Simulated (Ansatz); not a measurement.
Mo: the change of energy above lowest point with volume scale

Free energy against uniform scaling of the volume at fixed shape and fractions; periodic cell, basis, potentials, k mesh and filling as listed. The results are calculated, by Ansatz 0.2.0.

The cell before it is scaled or strained (space group Im-3m, No. 229):
```
Mo
1.0
     -1.5734     1.5734     1.5734
      1.5734    -1.5734     1.5734
      1.5734     1.5734    -1.5734
Mo
1
Direct
  0.00000 0.00000 0.00000
```

Settings of every row: functional r2SCAN; dispersion none; potentials PAW; wave cutoff 600 eV; density cutoff 2400 eV; k mesh 13x13x13; k shift 0x0x0; occupations fermi dirac; smearing width 0.05 eV; spin none.

Limits: coarse k mesh, up to 40 meV an atom off.

```csv
row,volume scale,V (Å³/atom),energy above lowest point (meV/atom)
1,0.92,14.334,104
2,0.9467,14.75,45.6
3,0.9733,15.164,12.1
4,1,15.58,0
5,1.0267,15.996,6.4
6,1.0533,16.411,?
7,1.08,16.827,66
```

Question: what energy above lowest point should row 6 give?

Worked fit of energy above lowest point. Take u = (V_r/V)^(2/3) − 1 with V_r = 15.372 Å³ an atom, which is twice the finite (Eulerian) strain; such expansions in the strain, on which the Birch-Murnaghan equation of state is built, carry the rest volume and the bulk modulus. The shown rows have u = 0.04771, 0.02792, 0.00912, -0.00892, -0.02618, -0.05851. Least squares give energy above lowest point = 3.53 + 669 × u + 29920 × u² + 4086 × u³ meV/atom; a parabola predicts inner rows, each left out in turn, worse (root mean square 0.2 against 0.09 meV/atom). The rows lie off it by 0.0, 0.0, 0.0, 0.1, 0.0, 0.0. Its lowest point lies at u = -0.0112, or V = 15.63 Å³ an atom, and the curvature there gives the bulk modulus at fixed shape and fractions, B = (4/9)(1 + u)² E″(u)/V = 265 GPa. The withheld row has u = -0.04267, so the fit gives 3.53 + 669 × (-0.04267) + 29920 × (-0.04267)² + 4086 × (-0.04267)³ = 29.1 meV/atom.

The calculation gave 29.1 meV/atom. The fit meets it to the printed digit.
